Which solver for the CPKS equations? The LDA polarizability of Be

Conventions: closed shell, real orbitals, atomic units (Eh, a0). i, j are occupied orbitals (o of them), a, b virtual (v), with N basis functions and G grid points. D is the diagonal matrix of ε_a − ε_i, c_x the exact-exchange fraction, f_στ = δ²E_xc/δρ_σ δρ_τ for the semilocal part. Work is counted in multiply-adds, memory in words.

1. Kernels

A real rotation U_bjτ changes the spin density by 2Σ U φ_b φ_j and the density matrix symmetrically, so

(A+B)_aiσ,bjτ = D δ_στ + 2(ai|bj) + 2(ai|f_στ|bj) − c_x δ_στ [(ab|ij) + (aj|ib)].

Setting U_β = +U_α or −U_α and summing over τ gives

singlet: A+B = D + 4(ai|bj) + 2(ai|f_αα + f_αβ|bj) − c_x[(ab|ij) + (aj|ib)]
triplet: A+B = D + 2(ai|f_αα − f_αβ|bj) − c_x[(ab|ij) + (aj|ib)]

An imaginary rotation leaves the density unchanged, so A−B = D − c_x[(ab|ij) − (aj|ib)] in both channels, diagonal for LDA and GGA. Dirac exchange, E_x = −(3/4)(6/π)^(1/3) Σ_σ ∫ρ_σ^(4/3), has f_αα = −(1/3)(6/π)^(1/3) ρ_α^(−2/3) and f_αβ = 0; a hybrid scales it by 1 − c_x. With M the singlet A+B and μ_ai = ⟨a|z|i⟩, solve MU = μ (the sign of the field is absorbed in U); then α = 4μᵀU.

2. How the deviation falls

After k products with the kernel K = M − D ("builds") we hold U_k and MU_k and evaluate the Hylleraas form α_k = 4(2μᵀU_k − U_kᵀMU_k). With e = U − U_k, α − α_k = 4eᵀMe. Let λ_n be the eigenvalues of D⁻¹M and κ = λ_max/λ_min. Each iteration below starts from zero and has e = r_k(D⁻¹M)U, with r_k a polynomial of degree k and r_k(0) = 1. Hence

δ_k = (α − α_k)/α = Σ W_n r_k(λ_n)²,

where the W_n ≥ 0 are the shares of α carried by the eigenvectors and sum to 1.

Damped iteration: U ← U + ωD⁻¹(μ − MU), so r_k = (1 − ωλ)^k. It converges in general only for ω < 2/λ_max. Equalising |1 − ωλ| at the two ends gives ω = 2/(λ_min + λ_max) and δ_k ≤ q^(2k), q = (κ − 1)/(κ + 1).

Conjugate gradients preconditioned with D (CG): U_k minimises eᵀMe over all such polynomials, so CG is never worse than damping at equal k. The scaled Chebyshev polynomial is one candidate, with max|r_k| = 1/T_k(1/q) ≤ 2p^k. Thus δ_k ≤ 4p^(2k), p = (√κ − 1)/(√κ + 1).

Direct: build M and Cholesky-factorise it. Only rounding error remains.

3. Work and memory

AO integrals, AO grid values and φ_i on the grid are kept from the SCF. Index symmetry is used, point-group symmetry and screening are not.

One LDA build is a Coulomb matrix over packed pairs plus the passage to the grid and back through the o response orbitals, with O(oN²) transformations dropped:

W_it = N⁴/4 + 2GNo.

The direct route forms (iν|λσ), then (iν|jσ), adds the grid term (symmetric in ij and in νσ for a local kernel), transforms two indices to virtuals and factorises:

W_dir = oN⁴/2 + o²N³ + G·o(o+1)(N²/4 + N/2) + o²vN(N + v) + (ov)³/6.

Assumed sizes for Be: N = 80 and G = 75 × 302 = 22650; o = 2 gives v = 78 and ov = 156. Then W_it = 1.75×10⁷, our work unit, and W_dir = 2.70×10⁸ = 15.5 units. CG stores 4ov + N² = 7.0×10³ words and damping one vector fewer; the direct route, streaming (iν|λσ), stores o²N² + ov(ov+1)/2 = 3.8×10⁴. All are small beside the N⁴/8 = 5.12×10⁶ integrals, so memory decides nothing for Be.

4. Solvable model

Keep the valence pair, Dirac exchange and three p_z functions. With g = 2ζ and x = gr, the radial functions rR(r) are proportional to u_n = c_n x² e^(−x/2) L_n(x), with L_0 = 1, L_1 = 5 − x, L_2 = x²/2 − 6x + 15 and c_n² = 1/24, 1/120, 1/360 (orthonormal in x). The 2s orbital has radial part u_0. The p functions see h = −½∇² − g/r, whose 2p eigenfunction is u_0 at −g²/8, and 2s is placed Δ below it. Inputs: Δ = 0.13 Eh, a typical LDA 2s–2p gap, and an assumed ζ = 0.85 a0⁻¹ (g = 1.7), chosen so that α falls in the range of 40 to 50 a0³ typical of LDA for Be; no agreement is claimed.

D is not diagonal in this basis, but α, the λ_n and δ_k do not depend on the basis. With ρ_α = φ_2s² and the angular integrals done:

D_mn = Δδ_mn + (g²/2) c_m c_n ∫x⁴ e^(−x) L_m′ L_n′ dx
μ_n = ∫u_n x u_0 dx/(g√3)
J_mn = 4(ms|ns) = (4g/3) ∬u_m u_0(x) u_n u_0(y) min(x,y)/max(x,y)² dx dy
X_mn = 2(ms|f_αα|ns) = −(2g/3)(16π²)^(−1/3) ∫u_m u_n x^(2/3) e^(−x/3) dx

mn    00       01       02       11       12       22
D   0.1300   0        0        0.4190   0.1669   0.7080
J   0.2730   0.0610  −0.0143   0.0767   0.0332   0.0387
X  −0.1175  −0.0394  −0.0038  −0.0881  −0.0445  −0.0719

μ = (1.6981, −0.7594, 0) a0. These rounded entries define the model from here on. For M = D + J + X, cofactors give det M = 0.071044 and μᵀ adj(M) μ = 0.879068, so the exact answer of the model is α = 49.49 a0³. It is the model's value, not that of Be: the 1s core is absent, as is the singlet correlation kernel, typically under a tenth of X at valence densities. The uncoupled value 4μᵀD⁻¹μ = 94.80 a0³ is too high by a fraction 0.92.

The eigenvalues are λ = 0.950, 0.968, 2.210, so κ = 2.33, ω = 0.633, q = 0.399 and p = 0.208. Since λ_max > 2, the undamped iteration (ω = 1) diverges: the 2s→2p kernel element J_00 + X_00 exceeds the gap.

5. Deviation δ_k against work (k units)

k     damped       CG, model    CG bound
1     1.6×10⁻¹    7.1×10⁻²    1.7×10⁻¹
2     2.5×10⁻²    1.4×10⁻⁷    7.5×10⁻³
3     3.9×10⁻³    0            3.2×10⁻⁴
4     6.1×10⁻⁴    0            1.4×10⁻⁵
5     9.5×10⁻⁵    0            6.0×10⁻⁷
6     1.5×10⁻⁵    0            2.6×10⁻⁸
7     2.4×10⁻⁶    0            1.1×10⁻⁹
10    9.2×10⁻⁹    0            9.1×10⁻¹⁴

Damping is shown with the optimal ω, which a real run does not know. CG drops sharply at k = 2 because a quadratic can vanish on the outlier and inside the cluster near 1. Its termination at k = 3 reflects only the dimension, so plan with the bound, which holds for any dimension at this κ. We pair the model's κ with the costs at N = 80.

6. Choices

Units of work needed:

target δ   damped   CG, model   CG bound   direct
10⁻¹       2        1           2          15.5
10⁻²       3        2           2          15.5
10⁻⁴       5        2           4          15.5
10⁻⁸       10       3           7          15.5

CG is the cheapest at every target, and even its bound at 10⁻⁸ is less than half the direct cost. By budget: with no build only the uncoupled value is available; with 1 unit take CG (7.1×10⁻² in the model); with 2 units CG (7.5×10⁻³ guaranteed); with 7 units CG (1.1×10⁻⁹ guaranteed). From 15.5 units the direct route fits, and it repays its cost only if M is reused.

Many frequencies. Eliminating the imaginary part of the response gives α(iν) = 4μᵀ[M + ν²(A−B)⁻¹]⁻¹μ. In LDA the added term is the diagonal ν²D⁻¹, so each further frequency costs the direct route one factorisation, 0.036 units. Preconditioning with D + ν²D⁻¹ shrinks every Rayleigh quotient of K towards zero, so κ does not rise. Eight frequencies at 10⁻⁴ cost 15.7 units directly, against up to 32 for independent CG runs: go direct, or share one subspace among the frequencies.

Hybrids. Each build gains an exchange matrix, N⁴/2, and at unchanged grid cost W_it grows by a factor 2.17. The direct route has (aj|ib) by permuting indices and needs o²N³/2 + o²vN(N + v) for (ab|ij), 1.8 % more. Break-even falls from 15.5 to 7.3 builds, and κ must be found again for the new D and K. A−B is now a full matrix, so the frequency term is no longer diagonal.

Triplet. The Coulomb term cancels, so an LDA build costs 2GNo = 0.41 units, and the direct route, without its two integral terms, equals 31 such builds. X is negative definite, so all λ of D⁻¹(D + X) lie below 1; the model gives 0.056 to 0.930, κ = 17, close to a triplet instability. The bounds at 10⁻⁴ require 11 CG builds or 39 damped ones, so the order is CG, direct, damping. Here the omitted term matters: correlation typically cancels about a third of the triplet exchange kernel at valence densities, and scaling X by 2/3 moves λ_min from 0.056 to 0.37. These triplet numbers test solvers and say nothing about the stability of Be.

Larger systems. The first direct term alone costs 2o Coulomb builds. For the cluster Si10H16, o = 78, with an assumed N = 500 and an assumed 22650 grid points on each of the 26 atoms, ov = 32916. Every route keeps 7.8×10⁹ words of integrals and 2.9×10⁸ of AO grid values. To these CG adds 3.8×10⁵ words and the direct route 2.1×10⁹ (5.4×10⁸ of them for packed M), 26 % of the integrals, so with stored integrals work decides rather than memory. The factorisation alone, 5.9×10¹² multiply-adds, equals 380 unscreened Coulomb builds or 97 full builds, more than the CG bound needs at 10⁻⁸ for any κ up to 300. An iterative solver is then the choice for a single solve, and CG is never the worse of the two. A budget of 10⁸ words holds neither the integrals nor the grid values. Only the iterative solvers could meet it, since packed M alone exceeds it, and only by recomputing both in every build, where the work counts above no longer apply.